## Question

Hexagonal cobalt is a ferromagnet: more of its electrons have spin up (the majority) than spin down (the minority). The table counts the electron states available at each energy, measured from the Fermi level, up to which states are filled. "DOS" stands for density of states. The 3d and 4s columns give the share of each atomic shell in each spin.

Density of states of hcp Co (2 atoms per cell, a = 2.473 Å, c = 4.016 Å), calculated with Ansatz 0.2.0 using r2SCAN, plane-wave PAW, scalar-relativistic, collinear spin and a 500 eV cutoff. Energies are relative to the Fermi level. Densities use tetrahedra on a 27×27×15 k mesh and are averaged over 0.2 eV bins; the 3d and 4s parts are Löwdin projections summed over both atoms.

```tsv
energy (eV)	density of states total (states/eV/cell)	DOS Co 3d up (states/eV/cell)	DOS Co 3d down (states/eV/cell)	DOS Co 4s up (states/eV/cell)	DOS Co 4s down (states/eV/cell)
-7.95	0.200	0	0	0.0900	0.1000
-7.55	0.230	0.01	0.01	0.1000	0.1000
-7.15	0.270	0.01	0.01	0.1200	0.1200
-6.75	0.330	0.03	0.02	0.1400	0.1300
-6.35	0.420	0.07	0.02	0.1700	0.1500
-5.95	0.960	0.49	0.04	0.2600	0.1600
-5.55	1.590	1.09	0.06	0.2400	0.1800
-5.15	2.280	1.79	0.11	0.1600	0.1900
-4.75	2.250	1.62	0.26	0.1000	0.2200
-4.35	2.810	2.04	0.44	0.0600	0.2100
-3.95	1.920	1.04	0.62	0.0400	0.1800
-3.55	3.860	2.74	0.86	0.0700	0.1100
-3.15	4.160	2.9	1.03	0.0800	0.0400
-2.75	3.680	2.12	1.28	0.0600	0.0600
-2.35	3.580	1.78	1.54	0.0400	0.0500
-1.95	2.750	1.95	0.69	0.0300	0.0200
-1.55	5.630	4.05	1.41	0.0400	0.0300
-1.15	2.420	0.23	1.97	0.0700	0.0500
-0.75	2.540	0.16	2.09	0.0900	0.0700
-0.35	2.020	0.13	1.66	0.1000	0.0300
0.05	1.560	0.11	1.25	0.1100	0.0100
0.45	1.540	0.09	1.26	0.1200	0.0100
0.85	1.780	0.08	1.49	0.1200	0.0100
1.25	3.070	0.06	2.79	0.1100	0.0300
1.65	1.610	0.05	1.31	0.1000	0.0500
2.05	0.670	0.04	0.35	0.0900	0.0700
2.45	0.620	0.03	0.27	0.0800	0.0800
2.85	0.550	0.03	0.2	0.0800	0.0800
3.25	0.530	0.03	0.15	0.0800	0.0800
3.65	0.480	0.02	0.12	0.0700	0.0700
4.05	0.440	0.02	0.09	0.0600	0.0600
4.45	0.430	0.02	0.08	0.0500	0.0600
4.85	0.390	0.01	0.07	0.0400	0.0600
5.25	0.360	0.01	0.05	0.0400	0.0500
5.65	0.290	0.01	0.04	0.0200	0.0400
```

(a) The total density dips at -3.95 eV and again at -1.95 eV. Which electrons cause each dip, and how are the two related?

(b) Is the minority 3d curve the majority 3d curve moved up by a fixed energy? If not, find the simplest relation that keeps the number of states, and test it against the minority 3d density in the row at 0.05 eV.

(c) Explain the relation physically, and explain why the 4s density is large near the bottom of each 3d band and small near its top.

## Model answer

**(a) One dip, seen twice.** At -3.95 eV the majority 3d density is only half of what it is at -4.35 eV, while the minority density rises smoothly. At -1.95 eV the roles are exchanged: the minority density drops from 1.54 to 0.69, and this accounts for the whole fall of the total.

In each spin the dip lies between a lower and a middle peak, and a tall peak stands near the top of the band. Both spins move through the same lattice of atoms, and the lattice largely decides where d states crowd together and where they thin out. The order of the main features is therefore the same in both. Magnetism places them at different energies, so the total shows two dips.

**(b) Moved up and stretched.** The dip lies 2.0 eV higher in the minority spin. The top peak, which the table shows at -1.55 eV for the majority and 1.25 eV for the minority, lies 2.8 eV higher. A fixed shift that matches the top peaks would put the minority dip at -1.15 eV, where the table has a minority density of 1.97, close to a peak.

The next simplest relation is a shift combined with a stretch. A majority state at energy E↑ has its minority partner at

E↓ = a + b·E↑

The dip and the top peak fix the two constants:

b = (1.25 + 1.95) / (-1.55 + 3.95) = 1.33

a = 1.25 + 1.33 × 1.55 ≈ 3.3 eV

A stretched band spreads the same states over a wider range. Its density must therefore fall by the factor b:

minority density at E↓ = (majority density at E↑) / b

The row at 0.05 eV was not used to find a or b. Its majority partner lies at

E↑ = (0.05 - 3.3) / 1.33 ≈ -2.4 eV

The majority 3d density there, read between the neighbouring rows, is about 1.9. Division by 1.33 gives 1.4 states/eV/cell. The table has 1.25, so the estimate is 12 % too high. A fixed shift of 2.4 eV, the mean of the two shifts above, gives 1.78, which is 42 % too high.

**(c) A shallower well makes a wider band.** Electrons of like spin keep apart, which lowers their mutual repulsion. This exchange effect favours the majority electrons, because they have more partners of their own spin. In effect, a majority 3d electron sits in a deeper potential well at each atom than a minority one.

Two equal wells side by side show what follows. An electron shared between them has a lower, bonding level and an upper, antibonding level. If both wells are made somewhat shallower, but still hold both levels firmly, both levels rise. The electron also leaks further out of each well, the two wells couple more strongly, and the levels move apart. The upper level has then risen more than the lower one.

The 3d band of the crystal behaves in the same way. Its bottom is mainly bonding and its top mainly antibonding, so in the minority spin the top is raised more than the bottom and the band is wider. The comparison ends there: two wells give two levels and not a band, and they contain no 4s electrons.

The sudden end of the majority band has a different cause. Between -1.55 and -1.15 eV its 3d density falls by a factor of about 18, because the antibonding states at the top of a d band in a close-packed metal are bunched in energy and stop at a fairly sharp edge. For the majority spin this edge lies below the Fermi level, so that band is almost full. For the minority spin it lies above, so the Fermi level cuts through the band. Most states at the Fermi level are therefore minority 3d states, with a small majority remainder.

The 4s electrons form a broad band that overlaps the 3d band in energy. Where the two mix, they repel each other in energy, and 4s character is pushed towards the bottom of the 3d band and beyond its top. The majority 4s density accordingly falls, unevenly, from 0.26 at -5.95 eV to 0.03 at -1.95 eV, and recovers above the 3d edge. The relation from (b) places the matching minority low near 0.7 eV. The table agrees: the minority 4s density is only 0.01 from 0.05 to 0.85 eV.

## Remarks on the reasoning

**How firm is the stretch?** The rows are 0.4 eV apart but each averages over only 0.2 eV, so every second bin is missing, and the heights and positions of the peaks are approximate. If all four positions used in (b) were off by 0.2 eV in the least favourable way, b could be as small as 1.0, which is no stretch, or as large as 1.8. The minority top peak does in fact fall in a missing bin, at 1.45 eV. With that position b rises to about 1.4, and the estimate for the row at 0.05 eV stays at about 1.4 states/eV/cell. An answer that rests on these positions alone is incomplete.

A better argument avoids picking peaks. Count the 3d states upwards from the bottom of the table, letting each row stand for 0.4 eV, and ask how much higher in energy the minority spin reaches the same count. The answer is 1.8 eV for the first state in the cell, 2.5 eV for the fourth and 3.1 eV for the seventh. The shift grows on the way up the band, as a stretch requires.

The heights do not settle the matter. In the listed rows for the lower peak, the dip and the middle peak, the minority density is 0.66 to 0.75 of the majority density, where the stretch predicts 0.75. The top peak does not fit. The missing bin at 1.45 eV holds a minority density of about 4.0, almost the same as the 4.05 of the majority peak. The states at the top of the band are thus bunched about as tightly in both spins, and the stretch is not uniform. The case for a wider minority band rests on the count of states.

**Where the relation fails.** It puts 6.5 minority 3d electrons in the two-atom cell, while adding up the rows to the Fermi level gives 5.8. The relation is thus 11 % too high, and it would make the magnetic moment too small.

Much of the excess comes from the lower part of the band. The majority row at -5.15 eV has its partner at -3.55 eV, where the relation predicts 1.3 and the table has 0.86. Perhaps the 4s band is responsible: it moves less with spin than the 3d band, so the two spins may mix 3d and 4s differently near the bottom. Below -6.5 eV the 4s densities of the two spins are nearly equal, which fits this idea but does not prove it. A good answer uses the stretch to explain the shape of the curve, and counts electrons from the curve itself.

**What is read and what is argued.** The repeated dip and the growing shift can both be read from the table. The shallower well and the stronger coupling are theory. They give the right direction, but the table does not show how much of the stretch they cause. A different mixing with the 4s band in each spin may also contribute.

**How large is the splitting in real cobalt?** Functionals of the r2SCAN type tend to exaggerate exchange in metallic ferromagnets, so shifts of 2 to 3 eV are probably too large. No stability check was made on this solution, and the program warns that the run left less headroom for the moment than its automatic setting would. A state of lower energy with a different moment may therefore have been missed, though the ferromagnetic order found is that of real cobalt. The direction of the argument is safer than its size. A smaller 3d moment means a weaker exchange effect, so the two curves lie closer together and differ less in width. With no moment at all they coincide.
